Q: This table takes zincblende GaN from a squeezed crystal to a stretched one. Stretching leaves fewer electrons in each cubic centimetre, and the electrons do the screening. So why does the dielectric constant go up?

Ansatz 0.2.0, r2SCAN with PAW potentials, for zincblende GaN strained equally in all directions, from −4% to +4% in edge length about the relaxed cell. Plane-wave cutoff 500 eV, 8×8×8 k mesh, fixed occupations, no spin polarisation or spin–orbit coupling. The dielectric constant is the linear response to a uniform field with the ions held fixed.

```
volume (Å³/atom)  shortest distance (Å)  electronic dielectric xx
          10.064                  1.870                     5.037
          10.381                  1.889                     5.135
          10.706                  1.909                     5.244
          11.037                  1.928                     5.367
          11.375                  1.948                     5.505
          11.719                  1.967                     5.661
          12.071                  1.987                     5.838
          12.430                  2.006                     6.042
          12.795                  2.026                     6.276
```

A: Let's first be clear about what is listed. The electronic dielectric constant, which I'll call ε, tells how strongly the electron clouds weaken an applied field while the nuclei stay put. Its square root is the refractive index for light that is too fast for the lattice to follow and still well below the band gap. The permittivity of a capacitor at low frequency also contains the motion of the ions, so don't take it from here. The three directions agree because the crystal is cubic.

Now try your argument on two rows, those at 10.381 and 12.430 Å³ per atom.

Q: Vacuum has ε = 1, so the material's own share is ε − 1, which is 4.135 in the smaller cell. The electron density drops by the factor 10.381/12.430 = 0.835. If every atom responded as before, the share would drop to 4.135 × 0.835 = 3.45. But the table gives 5.042.

A: Then your dilution is real, but something outweighs it. The response of each atom must have grown by 5.042/3.45 = 1.46. For the same average field inside the crystal, each atom's share of the response is almost half as large again. That is the fact to explain.

Q: What makes the electrons softer?

A: A field shifts an electron cloud by mixing some empty states into the filled ones. The smaller the energy between them, the more mixing a given field achieves. In a bonded crystal a good part of that energy comes from overlap between neighbours, which pushes bonding states down and antibonding states up. Between our two rows the Ga–N distance grows from 1.889 to 2.006 Å, so the overlap weakens and the two sets move closer together. The calculation shows the gaps shrinking; that weaker overlap is the cause is an argument from bonding, not a result of these runs.

Q: Can I put that into a formula?

A: Treat the electrons as a set of oscillators, one for each possible excitation:

ε − 1 ∝ (1/V) × Σ f/E²

Here V is the volume per atom, E an excitation energy and f the strength of that excitation. The strengths add up to a total fixed by the number of electrons. If all energies shrink by the same factor and the strengths stay as they are, the sum reduces to

ε − 1 ∝ 1/(V E²)

Stretching raises V and lowers E, and the two compete. Because E enters squared, a modest fall in energy can beat a larger dilution.

Q: The band gap of these runs sits at Γ, the centre of the Brillouin zone. It falls from 2.781 to 1.573 eV between our rows. Shall I use that for E?

A: Try it and see what happens.

Q: The squared ratio (2.781/1.573)² is about 3.13. With the dilution, 3.13 × 0.835 = 2.61, so ε − 1 should reach about 10.8. That is more than twice the computed value.

A: So the Γ gap points the right way but badly misjudges the size. Γ is a single point, and most electrons sit elsewhere in the zone, where the energy to the lowest empty band is much larger. The Γ gap loses about 1.2 eV, which is nothing unusual among the points. It loses 43% only because it was small to begin with. At the point with the smallest relative change, the gap goes from 8.17 to 7.32 eV, a fall of just 10%.

Q: Then I need a typical energy rather than the smallest one.

A: Yes. For these two rows we have band energies at 20 points of the zone. Averaged over them, the distance from the highest filled to the lowest empty band falls from 6.888 to 5.658 eV. Put that in.

Q: (6.888/5.658)² = 1.48, and 1.48 × 0.835 = 1.24. So ε − 1 should grow by 24%. The table has 5.042/4.135 = 1.22, or 22%.

A: That comes close, from band energies and volumes alone; the dielectric constants served only for comparison. But don't read the close match as precision. The 20 points are only part of the mesh, they all count equally in the average, and excitations from deeper bands or into higher ones are left out. The kind of average matters too: taking the mean of 1/E² over the same points, as the sum asks, would give a rise more than twice as large, largely because Γ, one point among hundreds in the full mesh, then counts far too much. We also assumed that the strengths f don't shift between excitations, which these data can't test.

Q: Would a different average have reversed the answer?

A: Ask how far the energies must fall for the trend to break even. The dilution factor is 0.835 and its square root is 0.914, so a fall of about 9% exactly cancels the thinning of the electrons. The gap falls by more than that at each of the 20 points. If every excitation followed the most stubborn of them, ε − 1 would still rise, though only by 4%. That is no strict lower limit, because some excitations from deeper bands shrink by less than the 9% needed. Still, the direction of the trend is much safer than its size.

Q: There's something else in the table. The steps get larger. The first adds 0.098 and the last 0.234, for nearly the same stretch. Is one of the end rows out of line?

A: No row is out of line. Each step is larger than the one before, and the crystal stays an insulator with its gap at Γ throughout. The growing steps fit the same mechanism. Each further percent of edge length takes a similar number of electronvolts off the gap at Γ, but from a smaller and smaller remainder. For the typical gap we assume the same.

Q: So it's the fraction that matters.

A: Yes, and it counts twice because of the square. In the model the typical gap loses 2.9% in the first step and 3.6% in the last. Doubled, that is roughly 6% and 7%, while the dilution takes back about 3% each time. Worked out without this rounding, the small surplus grows by about two thirds, and it also acts on an ε − 1 that has itself become larger. Together these roughly double the step in the model; the computed step grows somewhat more. The k mesh may have a part in that: it is the same in every row, while a smaller gap at Γ calls for a finer one. These runs don't test it.

Q: Does that hold along the whole series, or only for our two rows?

A: The printed output after this text compares all nine. There the typical gap follows a straight line in edge length through our two rows, and one constant is set so that the relaxed cell, at 11.375 Å³ per atom, comes out exactly. The other eight rows are then reproduced to within about 0.05 in ε, while ε itself climbs from 5.04 to 6.28. The model climbs slightly too steeply, starting too low in the squeezed cells and ending too high in the stretched ones. A small shift of oscillator strength could do that, but this is a guess.

Q: May I use 5.50 as the value for the relaxed crystal?

A: With care. The computed gap there is 2.17 eV, well below the measured one. Spin–orbit coupling and atomic vibrations are missing from the calculation, but both would lower the gap further, so the shortfall comes mainly from the functional. By the argument we have just used, gaps that are too small tend to make ε too large. The change with strain isn't spared either: the same loss in electronvolts is a larger fraction of a gap that is too small, so the computed rise may well be too steep. Its direction is the safer part of the result.

Q: And what do I do with that change? My films are strained, and they get hot.

A: Near the relaxed cell, one percent more edge length in all three directions raises the computed ε by about 0.15. A film held by a substrate is stretched or squeezed in two directions and free in the third, which lowers the symmetry, so that number doesn't carry over directly. A hot crystal expands, but its atoms also vibrate, and that changes the gaps in a way that these still lattices don't contain.

What may carry over to a similar insulator is a rule for small strains. It follows from the model with the oscillator strengths held fixed, and it has been tried here on GaN alone. Take the percentage by which its volume grows and halve it. If the typical gap across the zone, not just the smallest one, shrinks by a larger percentage than that, expect the electronic dielectric constant to rise on stretching; if it shrinks by less, expect it to fall.

The analysis program printed:

```
Gaps and response:
     row  edge change %  gap at Gamma eV  mean gap of model eV  (eps-1) x volume per atom A3
  10.064             -4            2.988                 7.092                         40.63
  10.381         -3.002            2.781                 6.888                         42.93
  10.706             -2            2.575                 6.682                         45.44
  11.037             -1            2.371                 6.478                          48.2
  11.375              0            2.168                 6.273                         51.24
  11.719         0.9981            1.967                 6.068                         54.62
  12.071          1.999            1.769                 5.863                          58.4
   12.43          3.001            1.573                 5.658                         62.67
  12.795          3.999             1.38                 5.454                         67.51
Dielectric constant:
     row  computed  mean gap model  dilution alone  Gamma gap alone
  10.064     5.037           4.984           6.092             3.68
  10.381     5.135           5.094           5.936                4
  10.706     5.244           5.218           5.787            4.393
  11.037     5.367           5.354           5.643            4.883
  11.375     5.505           5.505           5.505            5.505
  11.719     5.661           5.672           5.373             6.31
  12.071     5.838           5.859           5.245            7.376
   12.43     6.042           6.067           5.123            8.828
  12.795     6.276           6.298           5.005            10.88
Growth of volume, first to last row, %: 27.14
Growth of (eps-1) x volume per atom, first to last row, %: 66.16
First and smallest step of the dielectric constant: 0.098
Last and largest step of the dielectric constant: 0.234
Mean gap over 20 k points, row 10.381, eV: 6.888
Mean gap over 20 k points, row 12.430, eV: 5.658
Fall of that mean gap between the two rows, %: 17.85
Largest fall of a gap among the 20 points (Gamma), %: 43.44
Smallest fall of a gap among the 20 points, %: 10.47
Fall of excitation energies needed to offset dilution between the two rows, %: 8.613
Growth of eps-1 between the two rows, computed, %: 21.93
Same growth from the mean gap model, %: 23.75
Same growth if every excitation energy fell only by the smallest fall, %: 4.202
Fall of the model mean gap in the first step, %: 2.881
Fall of the model mean gap in the last step, %: 3.614
Largest miss of the mean gap model in the dielectric constant: 0.05342
```
